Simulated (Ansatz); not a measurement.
ZrC: the change of pressure with volume ratio

Results calculated with Ansatz 0.2.0, not measured. Plane-wave density functional theory, PAW datasets, Gaussian smearing 0.05 eV: equation of state, the given cell scaled in volume with shape and atoms relaxed at each volume.

The cell before it is scaled or strained (space group Fm-3m, No. 225):
```
CELL_PARAMETERS angstrom
0.00000 2.33460 2.33460
2.33460 0.00000 2.33460
2.33460 2.33460 0.00000
ATOMIC_POSITIONS crystal
Zr 0.50000 0.50000 0.50000
C 0.00000 0.00000 0.00000
```

Settings of every row: paw set soft_2; functional PBEsol; spin treatment none; moment partition spheres; spin axis none; wave cutoff 420 eV; k mesh 12x12x12; symmetry use detected.

Atom hubbard u: 0 on all atoms.

```
row  volume ratio  V (Å³/atom)  pressure (GPa)  energy above given cell (meV per atom)
  1          0.96       12.215           10.47                                   16.09
  2          0.98        12.47            4.98                                    3.91
  3             1       12.724               ?                                       ?
  4          1.02       12.979          -4.457                                    3.58
  5          1.04       13.233          -8.514                                   13.91
```

Question: what pressure should row 3 give?

Worked fit of pressure. Take u = (V_r/V)^(2/3) − 1 with V_r = 12.724 Å³ an atom, which is twice the finite (Eulerian) strain; such expansions in the strain, on which the Birch-Murnaghan equation of state is built, carry the rest volume and the bulk modulus. The shown rows have u = 0.02759, 0.01353, -0.01314, -0.02581. Least squares give pressure = 0.036 + 353.853 × u + 878.8 × u² GPa; a straight line predicts inner rows, each left out in turn, worse (root mean square 0.36 against 0.012 GPa). The rows lie off it by 0.002, -0.005, 0.005, -0.002 (root mean square 0.0038 GPa). The pressure vanishes at u = -0.0001, or V = 12.73 Å³ an atom, and there the bulk modulus with shape and atoms relaxed is B = −V dP/dV = (2/3)(1 + u) dP/du = 236 GPa. The withheld row has u = 0, so the fit gives 0.036 + 353.853 × (0) + 878.8 × (0)² = 0.036 GPa.

The calculation gave 0.024 GPa. The fit lies 0.012 GPa (50 % of the value, 0.063 % of the column's range) above it; its largest miss of a shown row is 0.005 GPa.

The other values of row 3: energy above given cell 0 meV per atom.
